\textbf{Question.} I tunnel into a thick granular Al film in its normal state, with low-temperature conductivity $\sigma = 10^{4}$ S/m, and fit the zero-bias dip to McMillan's form $N(E)=N(0)[1+\sqrt{E/\Delta}]$. Where do his relations between $\sigma$, $\Delta$, $N(0)$ and the dielectric constant come from, and what $\Delta$ should I expect? My dimensional estimate looks far too small.

\textbf{Answer.} Conventions: three dimensions, $k_BT\ll E$, $E$ measured from the Fermi level, $N$ per volume and energy with both spins counted. Inputs: free-electron Al with three electrons per atom and an approximate fcc lattice constant of 0.405 nm, an exponent $\eta=2$ as typically adopted for granular Al, and a microscopic length $a=0.3$ nm, whose choice is discussed at the end.

\textbf{1. Estimate by hand}

McMillan (1981) assumes one diverging length $\xi$ and one energy tied to it,
\begin{equation}
\Delta=\Delta_a\,(a/\xi)^{\eta}.
\end{equation}
A block of side $\xi$ has the critical conductance, a pure number $g$ in units of $e^2/\hbar$, and larger blocks add ohmically:
\begin{equation}
\sigma=\frac{g\,e^2}{\hbar\,\xi}\quad\Rightarrow\quad \Delta\propto\sigma^{\eta}.
\end{equation}
With a single energy scale the level spacing of the block must be $\Delta$ itself:
\begin{equation}
N(0)\,\Delta\,\xi^3\sim1\quad\Rightarrow\quad N(0)=N_F\,(a/\xi)^{3-\eta},\qquad \Delta_a=\frac{1}{N_Fa^3}.
\end{equation}
At the transition $\xi$ is infinite, and the energy sets the length $L_E=a(\Delta_a/E)^{1/\eta}$, so
\begin{equation}
N(E)\sim\frac{1}{E\,L_E^3}\propto E^{3/\eta-1}.
\end{equation}
In the metal this holds for $E\gg\Delta$. For $E\ll\Delta$ motion is diffusive, $L_E\propto E^{-1/2}$, and the leading correction goes as $\xi/L_E\sim\sqrt{E/\Delta}$. In the insulator Thomas--Fermi screening, $\epsilon(q)\sim e^2N/(\epsilon_0q^2)$, is cut off at $q\sim1/\xi$:
\begin{equation}
\epsilon\sim\frac{e^2N\xi^2}{\epsilon_0}\sim\frac{e^2}{\epsilon_0\,\xi\,\Delta}\propto\xi^{\eta-1},
\end{equation}
with $N\sim 1/(\Delta\xi^3)$ the density of states at the scale $\Delta$. The bounds follow. For $\eta<1$ the dielectric constant would vanish at the transition, and for $\eta>3$ the density of states would diverge, so $1<\eta<3$, with $\eta=3$ the limit of a non-critical $N$.

Now numbers, with $g=1$. Since $\hbar/e^2\approx4$ k$\Omega$, $\xi\approx25$ nm. With $n\approx1.8\times10^{29}$ m$^{-3}$ and $E_F\approx12$ eV, $N_F=3n/2E_F\approx2\times10^{28}$ eV$^{-1}$m$^{-3}$. For $\eta=2$,
\begin{equation}
\Delta_{\rm hand}=\frac{1}{N_F\,a\,\xi^2}\approx0.27\ \text{meV},\qquad \frac{N(0)}{N_F}=\frac{a}{\xi}\approx0.012 .
\end{equation}
At $E=1$ meV this gives $\sqrt{E/\Delta}\approx1.9$, a film already in the critical regime at that bias.

\textbf{2. Careful calculation}

The fit form defines $\Delta$ through the coefficient of $\sqrt E$, and that coefficient can be computed: it is the Altshuler--Aronov exchange correction. A tunnelling electron picks up a phase from the fluctuating potential, so the local Green function in imaginary time is $G_0(\tau)e^{-S(\tau)}$. With $\omega$ an energy and $\tau$ an inverse energy,
\begin{equation}
S(\tau)=\int_{-\infty}^{\infty}\!\frac{d\omega}{2\pi}\,(1-\cos\omega\tau)\int\!\frac{d^3q}{(2\pi)^3}\,\frac{V(q,\omega)}{(\hbar Dq^2+|\omega|)^2}.
\end{equation}
The normalisation is fixed by an isolated grain: replacing the $q$ integral by $(e^2/C)/\omega^2$ gives $S=e^2\tau/2C$, the charging energy. The screened interaction obeys
\begin{equation}
\frac1V=\frac{\epsilon_0\epsilon_bq^2}{e^2}+\frac{\nu\,\hbar Dq^2}{\hbar Dq^2+|\omega|},\qquad \sigma=e^2\nu D,\qquad \nu=\frac{dn}{d\mu}.
\end{equation}
The first term can be dropped for $E\ll\hbar\sigma/\epsilon_0\epsilon_b$, which is 74 meV for an approximate background $\epsilon_b=10$. Then
\begin{equation}
\frac{1}{2\pi^2\nu\hbar D}\int_0^\infty\!\frac{dq}{\hbar Dq^2+|\omega|}=\frac{1}{4\pi\nu(\hbar D)^{3/2}|\omega|^{1/2}} .
\end{equation}
The 1 in $1-\cos\omega\tau$ gives a constant, absorbed into $N(0)$. With $\int_0^\infty\omega^{-1/2}\cos\omega\tau\,d\omega=\sqrt{\pi/2\tau}$, first order gives
\begin{equation}
G(\tau)\propto\frac{N(0)}{\tau}\left[1+A\sqrt{\frac{\pi}{2\tau}}\right],\qquad A=\frac{1}{4\pi^2\nu(\hbar D)^{3/2}} .
\end{equation}
$G(\tau)$ is proportional to $\int_0^\infty N(E)e^{-E\tau}dE$, and $\tau^{-3/2}$ is the transform of $2\sqrt{E/\pi}$. Hence $N(E)=N(0)[1+A\sqrt{2E}]$, and
\begin{equation}
\Delta=\frac{1}{2A^2}=8\pi^4\nu^2(\hbar D)^3=\frac{8\pi^4}{\nu}\left(\frac{\hbar\sigma}{e^2}\right)^{3},\qquad 8\pi^4\approx779 .
\end{equation}
McMillan's closure sets $\nu=N(0)$. Defining $\xi$ by the equality $N(0)\Delta\xi^3=1$ then fixes
\begin{equation}
g=(8\pi^4)^{-1/3}=0.109,\qquad \Delta=\frac{1}{N_F\xi^3}\left(\frac{\xi}{a}\right)^{3-\eta}\propto\sigma^\eta .
\end{equation}

Numbers: $n=12/(0.405\ \text{nm})^3=1.81\times10^{29}$ m$^{-3}$, $k_F=(3\pi^2n)^{1/3}=1.75\times10^{10}$ m$^{-1}$, and $N_F=mk_F/\pi^2\hbar^2=1.45\times10^{47}$ J$^{-1}$m$^{-3}$ ($2.33\times10^{28}$ eV$^{-1}$m$^{-3}$). With $e^2/\hbar=2.43\times10^{-4}$ S, $e^2/\hbar\sigma=24.3$ nm and $\xi=2.65$ nm, so $\xi/a=8.8$. Then $1/N_F\xi^3=2.3$ meV, and for $\eta=2$ the model gives
\begin{equation}
\Delta\approx20\ \text{meV},\qquad N(0)/N_F\approx0.11,\qquad \sqrt{1\ \text{meV}/\Delta}\approx0.22 .
\end{equation}
In the model the film is still a diffusive metal at 1 meV. Higher orders are smaller than the root term by a factor of order $\sqrt{E/\Delta}$.

Two omitted channels rival the exchange term and multiply $A$ by a factor $\Lambda$. Each of the three spin-triplet components has $V=(F/\nu)(\hbar Dq^2+|\omega|)/[(1+F)\hbar Dq^2+|\omega|]$, with $F$ the Landau parameter $F_0^\sigma$, and the same $q$ integral gives
\begin{equation}
\Lambda=1+3\left[1-(1+F)^{-1/2}\right].
\end{equation}
For an illustrative $F=-0.2$, $\Lambda=0.65$. Because $g\propto\Lambda^{2/3}$, $\Delta\propto\Lambda^{-2\eta/3}$, a rise by a factor 1.8. The attractive Cooper channel deepens the dip by a relative amount of order $1/\ln(E/k_BT_c)\approx0.6$ at 1 meV for a typical $T_c\approx2$ K, which by itself lowers $\Delta$ by about 1.8. The 20 meV is therefore good to roughly a factor of two at fixed $a$ and $\eta$. An oxide share of the volume lowers $N_F$, and a metal fraction of 0.8 raises $\Delta$ by 1.25.

\textbf{3. Why the two differ}

Before rounding the ratio is 77, and it factorises exactly:
\begin{equation}
\frac{\Delta}{\Delta_{\rm hand}}=g^{-\eta}\cdot\frac{2}{2.33}\cdot\left(\frac{25}{24.3}\right)^{2}\approx85\times0.86\times1.05 .
\end{equation}
Rounding costs about ten per cent. Everything else is the choice $g=1$, raised to the power $\eta$. The hand estimate assumes that quantum corrections reach order one when a block conducts $e^2/\hbar$. They are weaker than that, because the weight of the diffusion modes carries several small factors: $1/2\pi^2$ from the mode density, $\pi/2$ from the radial integral, $1/\pi$ from the frequency measure and $\sqrt2$ from the two transforms. The product is $\sqrt2/4\pi^2=0.0358$. A square-root law squares it into 779, and the cube root of that, 9.2, is the factor by which the hand estimate overstates $\xi$. The onset of scaling, $\xi=a$, shows the same thing. The hand version puts it at $8\times10^5$ S/m, well above the free-electron Ioffe--Regel conductivity $e^2k_F/3\pi^2\hbar=1.4\times10^5$ S/m at $k_F\ell=1$, while $g=0.109$ puts it at $8.8\times10^4$ S/m, just below.

For $\eta=2$ the slope $N(0)/\sqrt\Delta\propto\xi^{3\eta/2-3}$ does not depend on $\xi$. It equals $N_F/\sqrt{\Delta_a}$, with $\Delta_a=1.6$ eV in the model, whatever $g$ is. The hand estimate thus gets the slope of the root nearly right and misses only the intercept $N(0)$. The critical law is then also $E^{1/2}$, so a square-root shape alone does not tell the two regimes apart.

The remaining uncertainty lies in the model. First, $a$ is not universal. As typical knowledge, tunnelling gaps of strongly disordered metals near $10^4$ S/m are of the order of ten to a few tens of meV, and the atomic $a$ was chosen to land at that order, so the 20 meV is no independent prediction. A typical grain size of 3 nm exceeds $\xi$, leaves no scaling window as a choice of $a$, and returns 2.3 meV, nearly an order of magnitude lower. The closure gives $\hbar D=g\Delta\xi^2$, so the diffusion length $\sqrt{\hbar D/E}$ at 1 meV is 3.9 nm, barely more than one grain, and the homogeneous picture is marginal at higher bias. An amorphous Nb--Si alloy has no grains, and an atomic $a$ is natural there. At the same $\sigma$ and $a$, an illustrative $N_F=1\times10^{28}$ eV$^{-1}$m$^{-3}$ and an approximate $\eta=2.3$ give the model value 25 meV.

Second, the closure $\nu=N(0)$ is an assumption, not a theorem. The Einstein relation and static screening contain $dn/d\mu$, which has no Altshuler--Aronov dip and need not vanish with the tunnelling density of states. If it stays near $N_F$, the formula above gives $\Delta\propto\sigma^3$, again 2.3 meV here, and $\epsilon\propto\xi^2$, while the tunnelling $N(0)$ vanishes with an independent exponent, as in Finkel'stein's renormalisation group. A series of films tests this directly, since McMillan's scheme requires $N(0)\Delta/\sigma^3$ to be the same constant, $8\pi^4(\hbar/e^2)^3/\Lambda^2$, for all of them as long as $\Lambda$ is fixed.